Q: I have the beryllium levels from three second-order multireference calculations with spin-orbit coupling. No excited level comes out too low. Is there one pattern in the errors, and which rows leave it?

Energy levels of the Be atom above 2s2 1S 0, computed with OpenMolcas 26.06: CASPT2 or RASPT2 on state-averaged orbitals (IPEA shift 0.25 Ha, imaginary shift 0.1 Ha, 1s correlated), RASSI spin-orbit coupling, DKH2 and ANO-RCC-VTZP. Brackets hold the active shells, with at most two electrons in 3d. Measured levels are NIST's, matched by configuration, term and J.

```
        level  measured (cm⁻¹)  SS-CASPT2 (2s 2p 3s 3p) less measured (cm⁻¹)  SS-CASPT2 (2s 2p) less measured (cm⁻¹)  XMS-RASPT2 (2s 2p + 3d) less measured (cm⁻¹)
     2s2 1S 0                0                                             0                                       0                                             0
2s1.2p1 3Po 0            21978                                           330                                      30                                           320
2s1.2p1 3Po 1            21979                                           330                                      30                                           320
2s1.2p1 3Po 2            21981                                           330                                      30                                           320
2s1.2p1 1Po 1            42565                                          2820                                    3300                                          1600
     2p2 1D 2            56882                                          6040                                    6140                                          4220
     2p2 3P 0            59694                                           710                                     560                                           720
     2p2 3P 1            59695                                           710                                     560                                           720
     2p2 3P 2            59697                                           710                                     560                                           720
```

A: Keep three sizes in mind. Fine structure is worth a few cm⁻¹, the triplets are off by hundreds at most, and the excited singlets by thousands. Each label gives configuration, term (o marks odd parity) and J, and each error is computed less measured excitation energy from 2s2 1S. The J rows of a term span 3 cm⁻¹, less than the 10 cm⁻¹ step to which errors are rounded, so they repeat one error and a column holds four independent numbers. Relative to the measured energy, the triplets are 0.1 to 1.5 % high, 2s2p 1Po is 4 to 8 % high and 2p2 1D is 7 to 11 % high. For 1D even the order is wrong: it is measured about 2810 cm⁻¹ below 2p2 3P, and all three runs put it above.

Q: What smooth baseline can two triplet terms give?

A: Suppose that each 2s → 2p promotion misses the same energy a:

error = a · Δn, Δn = n(2p) − n(2p, ground state)

The ground state isn't pure 2s2. Because 2s and 2p are close, it mixes with 2p2 1S and holds about 0.19 p electrons in each run. In the (2s 2p 3s 3p) run the figure is 0.189, so Δn is 0.811 for 2s2p and 1.811 for 2p2. Least squares through the origin on the two triplet terms gives

a = (0.811 × 330 + 1.811 × 710) / (0.811² + 1.811²) ≈ 395 cm⁻¹

For 1D, which was not fitted, the baseline is 395 × 1.811 ≈ 715 cm⁻¹ against an error of 6040, a break of about 5330. The break for 1Po is 2500. The same fit to the third column gives a ≈ 400 and breaks of about 3570 and 1280. The triplets are met to 10 cm⁻¹ in the first column and within the ±5 of rounding in the third, better than by a constant shift or a uniform percentage fitted alike. With two points and one parameter this is a ruler and no proof. What causes the slope I can only guess: the basis, the IPEA shift and whatever the perturbation step misses of core-valence correlation (1s is correlated in these runs) are all candidates. The choice of ruler hardly matters, since the three size the 1D break within 200 cm⁻¹ of each other in every column.

Q: The 30 cm⁻¹ for 3Po with (2s 2p) doesn't fit. Is the smallest space the best one?

A: It is the third break, a small one. The ratio of the 3P error to the 3Po error is about 19 there, where the model wants 2.2, and none of the three baselines holds. Total energies of the same runs show a cancellation. Adding 3s 3p lowers the ground state by about 460 cm⁻¹ and 3Po by only 160, and the difference of 300 is the step from 30 to 330. The small space leaves the ground state too high by an amount that happens to offset the triplet's error. That column has the smallest errors for both triplets and the largest for both singlets. The ground state also shares averaged orbitals with the five components of 1D, which suits neither term, while the triplets and the odd singlet have their own sets.

Q: Why should singlets be the hard ones?

A: Parallel spins keep two electrons apart by antisymmetry, so a single configuration already holds much of a triplet's correlation. In a singlet the pair has to avoid itself by mixing in other configurations. The total energies bear this out: in both enlargements of the space, each of the three singlets drops more than either triplet. For a single configuration the splittings are set by positive Slater integrals, G¹ for 2s-2p exchange and F² for the quadrupole repulsion in 2p2:

E(1Po) − E(3Po) = (2/3) G¹(2s,2p)

E(1D) − E(3P) = (6/25) F²(2p,2p)

Correlation lowers the singlet more and shrinks both, so incomplete correlation leaves both too large. The measured 1Po − 3Po gap is 20585 cm⁻¹, and the three columns exceed it by 12, 16 and 6 %. This sizing needs no fit.

Q: And what reverses 1D and 3P?

A: F² can't be negative, so the measured order needs a mixing that acts on 1D and spares 3P. Symmetry supplies it. A configuration 2s nl has L = l and parity (−1)^l, so its even terms are S, D, G and never P. The 1D term therefore mixes with the series 2s nd 1D and is pushed down by it, while 2p2 3P has no such partner. That much is standard theory. The wave functions show the mixing at work: without active d the reference for 1D is pure 2p2, and with 3d it carries 0.087 electrons in 2s and 0.094 in 3d, about 9 % 2s3d. The 1D − 3P gap falls from about 2770 to 690 cm⁻¹, which removes 37 % of its error. The 3s 3p shells can't form 2s nd and remove 4 %. One caution applies: the third column changes the method from single-state to extended multistate along with the space, so its gain can't be assigned strictly to 3d.

Q: Why does the 3d shell not finish the job?

A: For two mixing levels, the lower one drops below its unmixed position by weight times final gap:

lowering = w · (E₊ − E₋)

A lowering of 2080 cm⁻¹ with w = 0.087 implies a partner 2080 / 0.087 ≈ 24000 cm⁻¹ higher. Take this as a lower bound: the perturbation step already covers part of the mixing in the small space, so the full lowering is larger than 2080 and the partner lies higher still. The first state left out of that run, 21000 cm⁻¹ above 1D, should not be read as the partner. In the (2s 2p) run the only state left out is 2p2 1S, the seventh even singlet, and here it is most likely the same term, which can't mix with 1D. The real 2s3d 1D level lies near 64000 cm⁻¹, a rough recalled value, only some 7000 above the measured 1D. The basis lacks diffuse functions, so the active 3d is a compact correlating orbital and its own levels aren't computed. A partner that sits too high pushes too weakly. I argue that this explains much of the remaining 3500 cm⁻¹, but all columns use one basis, so the numbers don't show it, and a diffuse d orbital would also couple differently. The test is a rerun with diffuse d functions added: with the partner that close, the 2s nd weight should rise well above the 9 % of this compact basis and 1D should drop below 3P.

Q: Is 1Po the same story?

A: It is related, but two effects add. Exchange raises the singlet, and its 2p orbital expands to reduce G¹, so it is more diffuse than the triplet's. Every run allows this expansion as far as the basis reaches, since the odd singlet has its own orbitals; adding 3s 3p brings radial correlation on top and removes 24 % of the splitting error. The angular part is mixing with 2p3d, and 1Po takes 0.043 d electrons against 0.008 for 3Po. The third column removes 61 %. That the lack of diffuse functions hurts the singlet more follows from its size, again by argument. Neither break looks like a numerical fault: reference weights stay above 0.96 and the components of a term spread by about 4 cm⁻¹ at most.

Q: What should I expect for a neighbour?

A: Ask of each term whether a configuration outside the active space has the same symmetry and lies close. Along the two-valence-electron ions that follow beryllium, the n = 3 shell recedes roughly as the square of the charge, while splittings within n = 2 grow roughly linearly. The 2s nd push then weakens, 1D returns above 3P, and the relative break should shrink. In magnesium 3d belongs to the valence shell's own n, so p2 1D mixes with s d still more strongly. In heavier atoms the J rows would stop repeating one error, as spin-orbit coupling grows and mixes 1Po with the J = 1 level of 3Po.
